Question

The textbook Shockley–Read–Hall lifetime,

τ = [τp0(n0 + n1 + Δn) + τn0(p0 + p1 + Δn)] / (n0 + p0 + Δn),

always comes with the words "for a small density of centres Nt". When I derive the recombination rate I never use that Nt is small: I set the electron and hole capture rates equal and solve for the occupancy. Where does the condition enter, and small compared with what? I work with germanium at 300 K, from 1 Ω cm n-type through intrinsic to p-type, and would have guessed that Nt ≪ n0 + p0 is enough, so that only the near-intrinsic samples are at risk.

Answer

The steady-state rate does not need small Nt, as you found. The condition enters one step later, where a single Δn is written for both excess electrons and excess holes. The scale for Nt is not n0 + p0. It contains the ratio of the capture coefficients, and for an asymmetric centre the 1 to 2 Ω cm n-type samples can be the worst ones.

1. Conventions

One level at Et with density Nt; f is the fraction of centres holding the electron; any degeneracy factor is absorbed into Et. Carriers are nondegenerate and shallow dopants fully ionised. cn and cp are capture coefficients (cm³/s), τn0 = 1/(cn Nt), τp0 = 1/(cp Nt), n1 = Nc exp[−(Ec − Et)/kT], p1 = Nv exp[−(Et − Ev)/kT], and n1 p1 = n0 p0 = ni². n0 and p0 are the actual equilibrium densities with the centres present. Capture minus emission, with emission fixed by detailed balance (Shockley and Read 1952, Hall 1952), gives the net loss rates of free electrons and free holes:

Un = [n(1 − f) − n1 f]/τn0, Up = [p f − p1(1 − f)]/τp0. (1)

In equilibrium both vanish, so

f0 = n0/(n0 + n1) = p1/(p0 + p1). (2)

2. What holds for any Nt

In steady state Un = Up = U, and solving (1) for f gives

f = (τp0 n + τn0 p1)/D′, U = (np − ni²)/D′, D′ = τp0(n + n1) + τn0(p + p1). (3)

Put n = n0 + δn and p = p0 + δp, and let D = τp0(n0 + n1) + τn0(p0 + p1) be the equilibrium value, so D′ = D + τp0 δn + τn0 δp. By (2), τp0 n0 + τn0 p1 = f0 D, and therefore

f − f0 = [τp0(1 − f0) δn − τn0 f0 δp]/D′. (4)

Illumination changes the occupancy of the centres, unless the two terms happen to cancel.

3. Where the assumption enters

The textbook now sets δn = δp = Δn. Then np − ni² = Δn(n0 + p0 + Δn), and τ = Δn/U is your formula. At low injection it is

τ0 = D/(n0 + p0),

with plateaus τp0 for n0 ≫ n1 and τn0 for p0 ≫ p1 (the other term of D being negligible in each case), and it tends to τn0 + τp0 at high injection. For a level in the upper half of the gap in p-type material, n0 ≪ n1 and p1 ≪ p0, so τ0 = τn0 + τp0 n1/p0. While p0 stays constant the second term is activated. n1 goes as T^(3/2) exp[−(Ec − Et)/kT], but τp0 carries 1/vth ∝ T^(−1/2) if the cross section is constant, so the product goes as T exp[−(Ec − Et)/kT]; the power 3/2 survives only if cp itself is constant.

However, electrons lifted out of the valence band end up either in the conduction band or on the centres:

δp = δn + Nt(f − f0). (5)

This holds for donor-like and acceptor-like centres alike, since only the change of charge counts. For uniform generation it is particle conservation; otherwise it is quasi-neutrality, which is safe here, because the dielectric relaxation time ε ε0 ρ is 68 ps for the intrinsic sample below, with ε = 16.2 (compiled value, Ioffe Institute). "Small Nt" means dropping the last term of (5), and nothing else.

4. Keeping the term

Insert (4) into (5):

δn/δp = [D′ + Nt τn0 f0] / [D′ + Nt τp0(1 − f0)]. (6)

This is exact at any injection, though implicit through D′. There are now two lifetimes, τn = δn/U and τp = δp/U. At low injection D′ → D and U = (p0 δn + n0 δp)/D. Call the numerator and denominator of (6) X and Y. Then τn = D X/(p0 X + n0 Y). From (2), p0 f0 = f0(1 − f0)(p0 + p1) and n0(1 − f0) = f0(1 − f0)(n0 + n1), so p0 X + n0 Y = D[n0 + p0 + Nt f0(1 − f0)]. D cancels:

τn = [D + Nt τn0 f0] / [n0 + p0 + Nt f0(1 − f0)],
τp = [D + Nt τp0(1 − f0)] / [n0 + p0 + Nt f0(1 − f0)]. (7)

Dividing U D = p0 δn + n0 δp by U(n0 + p0) gives a sum rule, valid at low injection for any Nt:

(p0 τn + n0 τp)/(n0 + p0) = τ0. (8)

The textbook lifetime is a weighted mean in which the minority-carrier lifetime has the majority density as its weight. In n-type material τp − τ0 = −(p0/n0)(τn − τ0): the minority lifetime is protected by the factor p0/n0 and the majority lifetime takes nearly the whole correction.

To first order in Nt, (6) gives δn/δp = 1 + ε with

ε = Nt[τn0 f0 − τp0(1 − f0)]/D = Nt[cp f0 − cn(1 − f0)] / [cn(n0 + n1) + cp(p0 + p1)], (9)

and (8) shares it out:

τn ≈ τ0[1 + ε n0/(n0 + p0)], τp ≈ τ0[1 − ε p0/(n0 + p0)]. (10)

That is the first correction. The condition you asked for is |ε| ≪ 1, or

Nt ≪ Ncrit = [cn(n0 + n1) + cp(p0 + p1)] / |cp f0 − cn(1 − f0)|. (11)

In strongly n-type material f0 → 1 and Ncrit → n0 cn/cp. Your guess is right there for cn ≈ cp and too lenient by cp/cn otherwise. In the same limit (7) reads τp = τp0 and τn = τp0 + 1/(cn n0). The meaning is a sequence of two steps: the hole waits τp0 to be captured, and the emptied centre then waits 1/(cn n0) for an electron, during which time one extra electron is still free. The textbook treats the second step as instantaneous. It does not shorten when centres are added, while τp0 does, so its relative weight grows as Nt.

Which lifetime is seen depends on the experiment. In extrinsic material the minority diffusion length follows the minority lifetime. Steady photoconductance gives Δσ = qG(μn τn + μp τp) for generation rate G, and reading it with δn = δp yields

τPC = (μn τn + μp τp)/(μn + μp). (12)

5. Inputs for germanium

Eg = 0.66 eV at 300 K (compiled value, Wing 2021). Typical values, held independent of doping: Nc = 1.04×10¹⁹ cm⁻³, Nv = 6.0×10¹⁸ cm⁻³, μn = 3900 and μp = 1900 cm²/(V s). With kT = 0.02585 eV, ni = √(Nc Nv) exp(−Eg/2kT) = 2.26×10¹³ cm⁻³. Impurity scattering is ignored, so the resistivities serve only as labels.

The centre is an assumed single-level model and no particular impurity: Ec − Et = 0.25 eV and Nt = 1×10¹³ cm⁻³, which give n1 = 6.56×10¹⁴ and p1 = 7.77×10¹¹ cm⁻³. Two assumed sets of coefficients bracket the behaviour.

Centre A, acceptor-like and attractive to holes when filled: cp = 10⁻⁷, cn = 10⁻⁹ cm³/s, so τp0 = 1 μs and τn0 = 100 μs.
Centre B, donor-like and attractive to electrons when empty: the two values exchanged, so τn0 = 1 μs and τp0 = 100 μs.

At an assumed thermal velocity of 10⁷ cm/s these mean cross sections of 10⁻¹⁴ and 10⁻¹⁶ cm². The inputs were chosen to put lifetimes in the range from microseconds to about a millisecond that is typical of germanium. All numbers below are the model's; to first order the relative shifts scale linearly with Nt.

6. Size of the correction at low injection

Shifts are from (7) and (12), in per cent of τ0; "small" means below 0.001 in magnitude. Densities in cm⁻³.

Centre A
sample | ρ (Ω cm) | f0 | τ0 (μs) | τn | τp | τPC
n0 = 1.6×10¹⁵ | 1.0 | 0.709 | 1.48 | 29.8 | −0.006 | 20.0
n0 = 1.6×10¹⁴ | 9.9 | 0.196 | 7.43 | 15.0 | −0.30 | 10.0
n0 = p0 = ni | 47.6 | 0.0333 | 66.8 | 0.39 | −0.39 | 0.13
p0 = 3.3×10¹⁴ | 9.9 | 0.00235 | 102 | small | 0.02 | 0.007
p0 = 3.3×10¹⁵ | 1.0 | 0.000235 | 100 | small | 0.003 | 0.001

Centre B (same samples)
sample | τ0 (μs) | τn | τp
n0 = 1.6×10¹⁵ | 141 | −0.13 | small
n0 = 1.6×10¹⁴ | 500 | −0.95 | 0.019
n0 = p0 = ni | 1504 | −0.71 | 0.71
p0 = 3.3×10¹⁴ | 199 | −0.007 | 1.50
p0 = 3.3×10¹⁵ | 20.9 | small | 1.45

Take the first row of centre A. D = 2.37×10¹⁵ μs cm⁻³, and (9) gives ε = 0.298; the ratio (6) without expansion gives δn/δp − 1 = 0.298 as well, because Nt τp0(1 − f0) is tiny beside D. The electrons live 1.92 μs and the holes 1.48 μs, and the difference of 0.44 μs is the refilling step, f0/(cn n0) = 0.443 μs to leading order. The hole lifetime moves by p0/n0 = 2.0×10⁻⁴ of the electron shift. Ncrit is 3.35×10¹³ cm⁻³, only 2.1 % of n0. Holding the electron shift to one per cent needs Nt below one hundredth of that, which means τp0 above 30 μs.

For centre A on the n side, write p0 + p1 = p1(n0 + n1)/n0 and keep the leading term of (9):

ε ≈ Nt (cp/cn) n0² / [(n0 + n1)²(n0 + m)], m = p1 cp/cn.

Setting the logarithmic derivative to zero gives n0² − n1 n0 − 2 n1 m = 0, or n0 = 7.9×10¹⁴ cm⁻³. At n0 = 8×10¹⁴ (2.0 Ω cm), (7) puts τn 34 % above τ0. The effect peaks with the Fermi level close to Et. Higher doping refills the centres faster, and lower doping leaves few filled centres to catch holes. At the intrinsic point Nt is 44 % of ni, and still the shifts are 0.39 %, because 97 % of the centres are empty and their occupancy is tied to the bands by fast exchange.

Centre B behaves the other way round. On the p side it traps electrons, and (7) with f0 → 0 gives

τn ≈ τn0 + τp0 n1/p0, τp ≈ τn0 + τp0(n1 + Nt)/p0. (13)

Nt simply adds to n1 in the majority lifetime. At 300 K thermal re-emission keeps the trapped population low, and the shift is bounded by Nt/n1 = 1.52 %.

7. Injection

At first order in Nt, (6) with δn = δp = Δ inside D′ gives

ε(Δ) = Nt[τn0 f0 − τp0(1 − f0)] / [D + (τn0 + τp0)Δ].

The split halves at Δ = D/(τn0 + τp0), which is 2.3×10¹³ cm⁻³ for centre A in the 1 Ω cm n-type sample. This is far below n0, and it is also the scale on which the textbook lifetime leaves its low-injection value. Solving (3) and (5) exactly gives δn/δp − 1 = 5.7 % at δp = 10¹⁴ and 0.43 % at δp = 1.6×10¹⁵ cm⁻³. The occupancy saturates at f∞ = τp0/(τn0 + τp0) = 0.0099, so δn − δp cannot pass Nt(f0 − f∞) = 7.0×10¹² cm⁻³. The high-injection limit τn0 + τp0 = 101 μs is therefore untouched once Δ ≫ Nt and Δ ≫ n0, n1.

8. Temperature

In (13) the activated term is the same in both lifetimes. Its local Arrhenius slope at 300 K is Ec − Et + kT = 0.276 eV for constant cross section and Ec − Et + 3kT/2 = 0.289 eV for constant cp. What finite Nt changes is the floor under the majority lifetime, from τn0 to τn0 + 1/(cp p0). Hold cn, cp and Ec − Et fixed and let Nc ∝ T^(3/2). Then n1 = Nt at 217 K. At 200 K, n1 = 2.84×10¹² cm⁻³, and for centre B with p0 = 3.3×10¹⁴, τn = 1.86 μs and τp = 4.89 μs. Keeping the 300 K mobility ratio, τPC = 2.85 μs, which is 53 % above the minority lifetime. An Arrhenius plot of τPC flattens early, and fitting it with the floor τn0 underestimates Ec − Et. For centre A in 1 Ω cm n-type material, cooling sends n1 and p1 to zero and ε up from 0.298 to Nt cp/(cn n0) = 0.625.

9. Transients

For a decay, (5) replaces f, and linearising (1) gives d(δn, δp)/dt = −M (δn, δp) with

M = [[a + α, −a], [−b, b + β]],
a = cn(n0 + n1), b = cp(p0 + p1), α = cn Nt(1 − f0), β = cp Nt f0.

det M = cn cp Nt[n0 + p0 + Nt f0(1 − f0)], and M⁻¹ acting on (1, 1) returns (τn, τp) of (7), so those lifetimes are the areas under the decays after a short pulse of unit size. There are two time constants with τs τf = 1/det M and

τs + τf = tr M/det M = [D + Nt τn0 f0 + Nt τp0(1 − f0)] / [n0 + p0 + Nt f0(1 − f0)].

As Nt → 0, τf → 1/(a + b), the response time of the occupancy. It is of the same order as the first correction and must be subtracted:

τs ≈ τ0 + [f0/cn + (1 − f0)/cp − τ0 Nt f0(1 − f0)]/(n0 + p0) − 1/(a + b). (14)

In strongly n-type material 1/(cn n0) cancels in (14) and τs = τp0. For the first row of centre A the exact roots are τs = 1.51 μs and τf = 0.41 μs. The slow constant is 1.9 % above τ0, and (14) gives 1.4 %. The tail of the decay thus reports nearly the textbook value while steady photoconductance reads 20.0 % high, and the two constants differ by only a factor 3.6, so the decay is visibly not one exponential.

10. Neglected terms that compete

The large entries stand clear of these; the entries at or below one per cent do not.

Radiative recombination, with a typical coefficient Br = 5×10⁻¹⁴ cm³/s, adds the rate Br(n0 + p0) and shortens τ by the fraction Br D. This is 0.012 % for centre A at 1 Ω cm n-type, 1.7 % for centre A at 1 Ω cm p-type, far above the trapping shift there, and 0.34 % for centre B at the intrinsic point, half the trapping shift. Auger recombination with a typical 10⁻³⁰ cm⁶/s gives 11 s⁻¹ at p0 = 3.3×10¹⁵, against 165 s⁻¹ radiative. Band-to-band channels leave (4) to (6) intact. Surfaces with an assumed S = 100 cm/s on a 0.05 cm slice add a parallel time of about d/2S = 250 μs, which outweighs every shift in the rows with τ0 of 100 μs or more.

The centres also dope the crystal. The tables compare lifetimes at fixed n0 and p0. If centre B is instead added to an undoped crystal, n0 − ni²/n0 = Nt(1 − f0) gives n0 = 2.79×10¹³ cm⁻³ and τ0 falls by 1.4 % from its value at n0 = ni, twice the trapping shift in that row. Using the Hall or resistivity value of the sample itself for n0 takes care of this.

For this model, then, the textbook formula gives the low-injection minority lifetime to 0.30 % or better in the extrinsic samples and to 0.71 % at the intrinsic point. It fails for the majority carrier where (11) is not met, which for cp/cn = 100 and Nt = 10¹³ cm⁻³ means shifts of 15 to 34 % in τn between 10 and 1 Ω cm n-type.